\section*{Appendix: The Tauc and Cody laws for amorphous semiconductors}

\subsection*{Premises and conventions}

Formulas are in SI form, and numbers are in eV, \AA\ and cm$^{-1}$. The photon energy is $E=\hbar\omega$, the electron has charge $-e$ and mass $m$, the dielectric function is $\varepsilon_1+i\varepsilon_2$ for time dependence $e^{-i\omega t}$, and the complex index is $n+i\kappa$. The sample has volume $V$ and $N_A=\rho_A V$ atoms. Densities of states $N_v,N_c$ are per volume and energy and include both spin directions. The premises are these.
\begin{enumerate}
\item[(P1)] Electrons are independent and move in a static, local, spin-independent potential. Valence states are full and conduction states empty. Electron--hole attraction and local fields are neglected.
\item[(P2)] The light is weak and its wavelength is long compared with interatomic distances (linear response, dipole approximation). The solid is isotropic on average.
\item[(P3)] Disorder removes the wave vector as a quantum number, so any valence state couples to any conduction state of the same spin.
\item[(P4)] Both band edges have square-root densities of states.
\item[(P5)] One averaged squared matrix element is constant over the range of interest: that of the momentum (Tauc, Grigorovici and Vancu, 1966) or that of the dipole (Cody, Brooks and Abeles, 1982).
\end{enumerate}

\subsection*{Absorptive part of the dielectric function}

In the field $\mathcal{E}_0\cos\omega t$ along $x$ the perturbation of one electron is
\begin{equation}
H'=e x\mathcal{E}_0\cos\omega t=\tfrac12 e\mathcal{E}_0x\,(e^{-i\omega t}+e^{i\omega t}).
\end{equation}
The term in $e^{-i\omega t}$ lifts an electron from a valence state $v$ of energy $W_v$ to a conduction state $c$ of energy $W_c$. By (P1) the reverse process has no electron to act on. The golden rule gives the total rate
\begin{equation}
\Gamma=\frac{2\pi}{\hbar}\,\frac{e^2\mathcal{E}_0^2}{4}\sum_{v,c}|x_{cv}|^2\,\delta(W_c-W_v-E),\qquad x_{cv}=\langle c|x|v\rangle .
\end{equation}
Macroscopically the polarisation is $\varepsilon_0\mathcal{E}_0[(\varepsilon_1-1)\cos\omega t+\varepsilon_2\sin\omega t]$. The product of its time derivative with the field, averaged over a cycle, is the absorbed power density $\tfrac12\varepsilon_0\omega\varepsilon_2\mathcal{E}_0^2$. Setting this equal to $\hbar\omega\Gamma/V$ gives
\begin{equation}
\varepsilon_2(E)=\frac{\pi e^2}{\varepsilon_0V}\sum_{v,c}|x_{cv}|^2\,\delta(W_c-W_v-E).
\label{eq:eps}
\end{equation}
The prefactor can be tested on one electron in a harmonic well of frequency $\omega_0$, where $|x_{10}|^2=\hbar/2m\omega_0$. Equation~\eqref{eq:eps} then gives $\int_0^\infty\omega\varepsilon_2\,d\omega=\pi e^2/2\varepsilon_0mV$, the $f$-sum rule for one electron in $V$.

For a local potential $[H,x]=-i\hbar p_x/m$. Taken between eigenstates this reads $(W_c-W_v)x_{cv}=-i\hbar (p_x)_{cv}/m$, so for every pair that the delta function selects
\begin{equation}
(p_x)_{cv}=im\omega\,x_{cv}.
\label{eq:px}
\end{equation}
The dipole and momentum forms of $\varepsilon_2$ are therefore identical as long as exact matrix elements are used. They part only at (P5).

\subsection*{Loss of wave-vector conservation}

Let localised orthonormal orbitals $\phi_i$ span the valence states of one spin that lie near the edge, and $\chi_j$ the corresponding conduction states, with $\nu_vN_A$ and $\nu_cN_A$ members. With $|v\rangle=\sum_i a_i\phi_i$ and $|c\rangle=\sum_j b_j\chi_j$,
\begin{equation}
\mathbf r_{cv}=\sum_{ij}b_j^*a_i\,\mathbf d_{ji},\qquad \mathbf d_{ji}=\langle\chi_j|\mathbf r|\phi_i\rangle .
\end{equation}
Since $\langle\chi_j|\phi_i\rangle=0$, $\mathbf d_{ji}$ does not depend on the origin, and it vanishes unless $i$ and $j$ are close in space. In a crystal $a_i$ and $b_j$ are plane-wave phases, and the sum over cells vanishes unless the two wave vectors are equal. The simplest concrete form of (P3) is the random-phase model: averaged over the states near given energies, the $a$ and $b$ are independent, with $\langle a_ia_{i'}^*\rangle=\delta_{ii'}/\nu_vN_A$ and $\langle b_jb_{j'}^*\rangle=\delta_{jj'}/\nu_cN_A$. All cross terms drop out, and
\begin{equation}
\langle|\mathbf r_{cv}|^2\rangle=\frac{1}{\nu_v\nu_cN_A^2}\sum_{ij}|\mathbf d_{ji}|^2 .
\end{equation}
The double sum is proportional to $N_A$ because each $i$ has a finite number of partners $j$. The pair average thus falls as $1/N_A$, and the size-independent quantities are
\begin{equation}
R^2=N_A\langle|\mathbf r_{cv}|^2\rangle,\qquad P^2=N_A\langle|\mathbf p_{cv}|^2\rangle=m^2\omega^2R^2 ,
\label{eq:RP}
\end{equation}
where the averages run over same-spin pairs separated by $E$ and the last equality follows from Eq.~\eqref{eq:px}. Other normalisations of $R^2$ are in use, so quoted values must be read with their definition.

The random-phase argument makes $R^2$ constant. Repeated with $\mathbf p$ in place of $\mathbf r$, it makes $P^2$ constant. Equation~\eqref{eq:RP} forbids both at once, so the random-phase model cannot be exact for both operators, and it does not decide between them. Premise (P5) is an assumption in either form.

Isotropy gives $\langle|x_{cv}|^2\rangle=R^2/3N_A$. Each spin direction has densities $N_v/2$ and $N_c/2$, and there are two directions, so the number of allowed pairs per unit $E$ is $2V^2\int(N_v/2)(N_c/2)\,dW$. Equation~\eqref{eq:eps} becomes
\begin{equation}
\varepsilon_2(E)=\frac{\pi e^2}{6\varepsilon_0\rho_A}\,R^2(E)\,J(E),\qquad
J(E)=\int N_v(W)\,N_c(W+E)\,dW .
\label{eq:epsJ}
\end{equation}
The volume has cancelled. The convolution $J$ replaces the joint density of states of a crystal.

\subsection*{Convolution of two square-root edges}

Put the valence edge at $W=0$ and the conduction edge at $W=E_g$, so that (P4) reads
\begin{equation}
N_v(W)=A_v\sqrt{-W},\qquad N_c(W)=A_c\sqrt{W-E_g},
\end{equation}
each being zero inside the gap. Let $u=-W$ be the depth of the initial state and $\Delta=E-E_g$. The final state lies $\Delta-u$ above its edge, so $0\le u\le\Delta$. The substitution $u=\Delta\sin^2\theta$, $du=2\Delta\sin\theta\cos\theta\,d\theta$ gives
\begin{equation}
\int_0^\Delta\!\sqrt{u(\Delta-u)}\,du=2\Delta^2\!\int_0^{\pi/2}\!\sin^2\theta\cos^2\theta\,d\theta
=\frac{\Delta^2}{4}\int_0^{\pi/2}(1-\cos4\theta)\,d\theta=\frac{\pi}{8}\Delta^2 ,
\end{equation}
where $\sin^2\theta\cos^2\theta=(1-\cos4\theta)/8$ was used. Hence
\begin{equation}
J(E)=\frac{\pi}{8}A_vA_c\,(E-E_g)^2\qquad(E>E_g),
\label{eq:J}
\end{equation}
and $J=0$ below $E_g$. For edges that rise as powers $p$ and $q$, the same integral is Euler's beta function,
\begin{equation}
\int_0^\Delta u^p(\Delta-u)^q\,du=\frac{\Gamma(p+1)\Gamma(q+1)}{\Gamma(p+q+2)}\,\Delta^{p+q+1},
\label{eq:beta}
\end{equation}
in which $\Gamma(\cdot)$ is the gamma function. Optics fixes only the sum $p+q$. Two linear edges give $\Delta^3/6$.

\subsection*{The two laws}

A plane wave $\exp[i\omega(n+i\kappa)z/c]$ has intensity $\propto e^{-\alpha z}$ with $\alpha=2\omega\kappa/c$. The imaginary part of $(n+i\kappa)^2=\varepsilon_1+i\varepsilon_2$ is $\varepsilon_2=2n\kappa$. Eliminating $\kappa$,
\begin{equation}
\alpha n=\frac{\omega\varepsilon_2}{c}=\frac{E\,\varepsilon_2}{\hbar c},
\label{eq:alpha}
\end{equation}
which holds for any strength of absorption, with $n$ taken at the same photon energy.

\emph{Constant dipole element.} Equations~\eqref{eq:epsJ} and \eqref{eq:J} with fixed $R^2$ give
\begin{equation}
\varepsilon_2=C(E-E_g)^2,\qquad C=\frac{\pi^2e^2}{48\,\varepsilon_0}\,\frac{R^2A_vA_c}{\rho_A}.
\label{eq:C}
\end{equation}
By Eq.~\eqref{eq:alpha}, $\alpha n/E=\varepsilon_2/\hbar c$. With the fine-structure constant $\alpha_f=e^2/4\pi\varepsilon_0\hbar c$, the Cody law is
\begin{equation}
\left(\frac{\alpha n}{\hbar\omega}\right)^{1/2}=B_C^{1/2}(\hbar\omega-E_g),\qquad
B_C=\frac{C}{\hbar c}=\frac{\pi^3\alpha_f}{12}\,\frac{R^2A_vA_c}{\rho_A}.
\label{eq:cody}
\end{equation}

\emph{Constant momentum element.} Equation~\eqref{eq:RP} gives $R^2=(\hbar P/m)^2/E^2$. Inserted in Eq.~\eqref{eq:C} with fixed $P^2$, this makes $E^2\varepsilon_2$ quadratic in $E-E_g$. Since $\alpha nE=E^2\varepsilon_2/\hbar c$, the Tauc law is
\begin{equation}
(\alpha n\hbar\omega)^{1/2}=B_T^{1/2}(\hbar\omega-E_g),\qquad
B_T=\frac{\pi^3\alpha_f}{12}\left(\frac{\hbar P}{m}\right)^2\frac{A_vA_c}{\rho_A}.
\label{eq:tauc}
\end{equation}
The Cody ordinate is proportional to $\varepsilon_2^{1/2}$ and the Tauc ordinate to $E\varepsilon_2^{1/2}$. In each plot the intercept with the energy axis defines an optical gap, and the slope gives only the product of a squared matrix element with $A_vA_c/\rho_A$.

\subsection*{Dependence of the intercept on the plot}

Suppose the plotted ordinate is $y=f(E)(E-E_g)$ with a smooth positive $f$, and let $s=f'/f$ at $E_0$ and $\Delta_0=E_0-E_g$. The tangent at $E_0$ meets the axis at $E_0-y/y'$, and $y'/y=s+1/\Delta_0$. Therefore
\begin{equation}
E_{\rm int}=E_0-\frac{\Delta_0}{1+s\Delta_0}=E_g+\frac{s\Delta_0^2}{1+s\Delta_0}.
\label{eq:shift}
\end{equation}
A spectrum obeying Eq.~\eqref{eq:cody} has $f\propto E$ in a Tauc plot, so $s=1/E_0$ and the intercept lies $\Delta_0^2/(2E_0-E_g)$ above $E_g$. A spectrum obeying Eq.~\eqref{eq:tauc} has $s=-1/E_0$ in a Cody plot, and the intercept lies $\Delta_0^2/E_g$ below $E_g$. In both cases the Tauc gap exceeds the Cody gap, and the difference grows as the fitted range moves up.

For the first case an unweighted least-squares line over $E_0\pm w$, sampled uniformly, is elementary. Write $y/B_C^{1/2}=E^2-E_gE$ and $E^2=2E_0E-E_0^2+(E-E_0)^2$. The last term is even about $E_0$, so its best linear approximation is its mean $w^2/3$. The fitted line has
\begin{equation}
\text{slope}=B_C^{1/2}(2E_0-E_g),\qquad E_g^{T}=\frac{E_0^2-w^2/3}{2E_0-E_g},
\label{eq:lsq}
\end{equation}
and its largest residual, at the ends of the window, is $\tfrac23w^2B_C^{1/2}$.

\subsection*{Range of validity}

\emph{Lower limit.} Real edges carry tails of localised states, and near and below $E_g$ the absorption is roughly exponential (Urbach region). Neither law applies there. Disorder also leaves a trace above the gap. If the local gap has a Gaussian distribution with mean $E_g$ and variance $\sigma^2$, and $\varepsilon_2$ is averaged linearly, then for $\Delta\gg\sigma$ the mean of the squared excess energy is $\Delta^2+\sigma^2$. The Cody ordinate is then $\propto(\Delta^2+\sigma^2)^{1/2}$, for which $y/y'=(\Delta_0^2+\sigma^2)/\Delta_0$, and the intercept falls by $\sigma^2/\Delta_0$. This model sizes the effect above the gap and does not describe the exponential tail.

\emph{Upper limit.} If one edge is $A\sqrt{u}\,(1+au)$, the added integral $\int_0^\Delta u^{3/2}(\Delta-u)^{1/2}du$ equals $(\Delta/2)(\pi/8)\Delta^2$ by the symmetry $u\to\Delta-u$. Then $J$ gains the factor $1+a\Delta/2$, and $s$ gains $(a/4)/(1+a\Delta_0/2)$. The laws need $|a|\Delta\ll1$. Both give an $\varepsilon_2$ that never falls off, so they violate the $f$-sum rule if extended to all energies and must not enter a Kramers--Kronig integral without a cutoff.

\emph{Other premises.} A non-local potential replaces $\mathbf p/m$ in Eq.~\eqref{eq:px} by the velocity operator and leaves the form of both laws unchanged. Local fields multiply $\varepsilon_2$ by a factor that enters Eq.~\eqref{eq:shift} through $s$ if it is smooth. Electron--hole attraction moves absorption strength towards lower energy, on a scale set by the binding energy. Premise (P3) fails in a crystal, where a direct allowed edge between parabolic bands rises as $\Delta^{1/2}$ for independent particles. Finally, $E_g$ is an extrapolated parameter, and nothing in the derivation identifies it with the mobility gap.

\subsection*{Illustration: an amorphous silicon nitride film}

The model film is stoichiometric Si$_3$N$_4$ and is assumed to obey the Cody law exactly. The inputs are typical or approximate: $E_g=5.0$~eV, mass density 3.1~g\,cm$^{-3}$, molar mass 140.28~g\,mol$^{-1}$ with seven atoms per formula unit, and $n\approx2.55+0.30\,(E/\mathrm{eV}-6.0)$ in the edge region. The wavelength inside the film at 6.0~eV is 81~nm, so (P2) is safe. The atom density is $\rho_A=9.32\times10^{22}$~cm$^{-3}$. The edges are parametrised by density-of-states masses $m^*$,
\begin{equation}
A=\frac{1}{2\pi^2}\left(\frac{2m^*}{\hbar^2}\right)^{3/2}=6.81\times10^{21}\left(\frac{m^*}{m}\right)^{3/2}\mathrm{cm^{-3}\,eV^{-3/2}} .
\end{equation}
An approximate $0.5\,m$ for the conduction edge and an illustrative $3\,m$ for the steep valence edge, formed by nitrogen lone-pair states, give $A_c=2.41\times10^{21}$ and $A_v=3.54\times10^{22}$~cm$^{-3}$\,eV$^{-3/2}$. The value $R^2=16$~\AA$^2$ was chosen so that $\kappa$ near 6~eV is about 0.1, as is typical of such films. It is an effective number that absorbs the uncertainty of $A_vA_c$ and the neglected interactions. With $\pi^2e^2/48\varepsilon_0=37.2$~eV\,\AA, Eqs.~\eqref{eq:C} and \eqref{eq:cody} give $C=0.545$~eV$^{-2}$, $B_C=2.76\times10^4$~cm$^{-1}$\,eV$^{-3}$ and $B_C^{1/2}=166$~cm$^{-1/2}$\,eV$^{-3/2}$. Intermediate values are carried unrounded, and third figures serve only to compare the plots within the model.
\begin{center}
\begin{tabular}{ccccccc}
\hline
$E$ (eV) & $n$ & $\varepsilon_2$ & $\kappa$ & $\alpha$ ($10^4$ cm$^{-1}$) & $(\alpha n/E)^{1/2}$ & $(\alpha nE)^{1/2}$\\
\hline
5.5 & 2.40 & 0.136 & 0.028 & 1.58 & 83 & 457\\
6.0 & 2.55 & 0.545 & 0.107 & 6.50 & 166 & 997\\
6.5 & 2.70 & 1.23 & 0.227 & 15.0 & 249 & 1620\\
\hline
\end{tabular}
\end{center}
The last two columns are in (cm\,eV)$^{-1/2}$ and (eV/cm)$^{1/2}$. Across the table $P^2\propto E^2$ grows by a factor 1.40 at fixed $R^2$.

A film of thickness $d=100$~nm has $\alpha d$ between 0.16 and 1.50 over 5.5--6.5~eV, a convenient range in transmission. The Cody plot returns 5.0~eV by construction. The Tauc fit, Eq.~\eqref{eq:lsq} with $E_0=6.0$~eV and $w=0.5$~eV, has slope 1163~cm$^{-1/2}$\,eV$^{-1/2}$ and $E_g^T=5.13$~eV. Its largest residual is 28~(eV/cm)$^{1/2}$, or 2.4\% of the rise of the ordinate across the window, so the plot looks straight. A 500~nm film has $\alpha d$ between 0.28 and 1.57 over 5.3--5.7~eV, and there $E_g^T=5.04$~eV. The same model material thus shows a Tauc gap that depends on film thickness through the fitted window alone.

The neglected terms are best compared through tangent intercepts at 6.0~eV, where $\Delta_0=1.0$~eV. The Tauc tangent gives 5.14~eV, a shift of 0.14~eV from $E_g$. Omitting $n$, as is common, adds $-n'/2n=-0.059$~eV$^{-1}$ to $s$, and the intercepts become 5.10~eV for $(\alpha E)^{1/2}$ and 4.94~eV for $(\alpha/E)^{1/2}$. An illustrative gap spread $\sigma=0.3$~eV lowers the Cody intercept to 4.91~eV. A non-parabolicity $a=1.0$~eV$^{-1}$ on one edge gives $s=1/E_0$ and so shifts the intercept as far as the change from one law to the other. The plot of $(\alpha nE)^{1/3}$, suited to linear edges by Eq.~\eqref{eq:beta}, has $y'/y=\tfrac23(1/E_0+1/\Delta_0)$ and gives 4.71~eV. A hydrogenic estimate of the electron--hole binding, with the reduced mass $0.43\,m$ formed from the two masses above and an approximate electronic dielectric constant of 4, is the Rydberg energy times $0.43/4^2$, about 0.4~eV. This crude scale exceeds the Tauc--Cody difference, so in a wide-gap nitride the intercept cannot be read as the one-electron gap to better than a few tenths of an eV.

The model's Tauc gap is 5.13~eV for the 100~nm window and 5.04~eV for the 500~nm window, against the input of 5.0~eV. These intercepts do not depend on $R^2$, the masses or the density, and they rest on a gap chosen as typical of stoichiometric films. Since index dispersion, disorder and band shape each move the intercept by amounts comparable to the difference between the laws, straightness of a plot does not establish which matrix element is constant, and an optical gap is defined only together with its ordinate, its treatment of $n$ and its energy window.